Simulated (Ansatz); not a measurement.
# Sb2Au: pressure against volume scale

All results are calculated (Ansatz 0.2.0). Periodic Kohn-Sham DFT of a crystal at fixed atoms, scaled to volume_scale times the given cell; pressure positive in compression, energy less spherical unpolarised free atoms, largest_vzz the field gradient of largest size among the nuclei.

The cell before it is scaled or strained (space group Fm-3m, No. 225):
```
CELL_PARAMETERS angstrom
0.00000 3.32800 3.32800
3.32800 0.00000 3.32800
3.32800 3.32800 0.00000
ATOMIC_POSITIONS crystal
Sb 0.25000 0.25000 0.25000
Sb 0.75000 0.75000 0.75000
Au 0.00000 0.00000 0.00000
```

Settings of every row: method frozen-core PAW; functional LDA; relativity scalar; k mesh 9x9x9; filling fermi-dirac; smearing width 0.08 eV; wave cutoff 420 eV; paw set soft_2.

Atom start moment: 0 on all atoms.

Limits: PAW files made with PBE; no spin-orbit coupling on heavy atoms.

```csv
row,volume scale,V (Å³/atom),pressure (GPa)
1,0.94,23.099,10.307
2,0.96,23.59,7.557
3,0.98,24.082,?
4,0.99,24.327,3.979
5,1,24.573,2.916
6,1.01,24.819,1.912
7,1.02,25.064,0.964
8,1.04,25.556,-0.776
9,1.06,26.047,-2.326
```

Question: what pressure should row 3 give?

Worked fit of pressure. Take u = (V_r/V)^(2/3) − 1 with V_r = 24.696 Å³ an atom, which is twice the finite (Eulerian) strain; such expansions in the strain, on which the Birch-Murnaghan equation of state is built, carry the rest volume and the bulk modulus. The shown rows have u = 0.04558, 0.03102, 0.01009, 0.00333, -0.00331, -0.00981, -0.02256, -0.03488. Least squares give pressure = 2.4059 + 151.256 × u + 463.22 × u² + 467 × u³ GPa; a parabola predicts inner rows, each left out in turn, worse (root mean square 0.0075 against 0.0019 GPa). The rows lie off it by 0.000, -0.001, -0.001, 0.001, 0.002, -0.002, 0.000, 0.000. The pressure vanishes at u = -0.0168, or V = 25.33 Å³ an atom, and there the bulk modulus at fixed shape and fractions is B = −V dP/dV = (2/3)(1 + u) dP/du = 89.2 GPa. The withheld row has u = 0.01693, so the fit gives 2.4059 + 151.256 × (0.01693) + 463.22 × (0.01693)² + 467 × (0.01693)³ = 5.102 GPa.

The calculation gave 5.104 GPa. The fit lies 0.002 GPa (0.016 % of the column's range) below it; its largest miss of a shown row is 0.002 GPa.
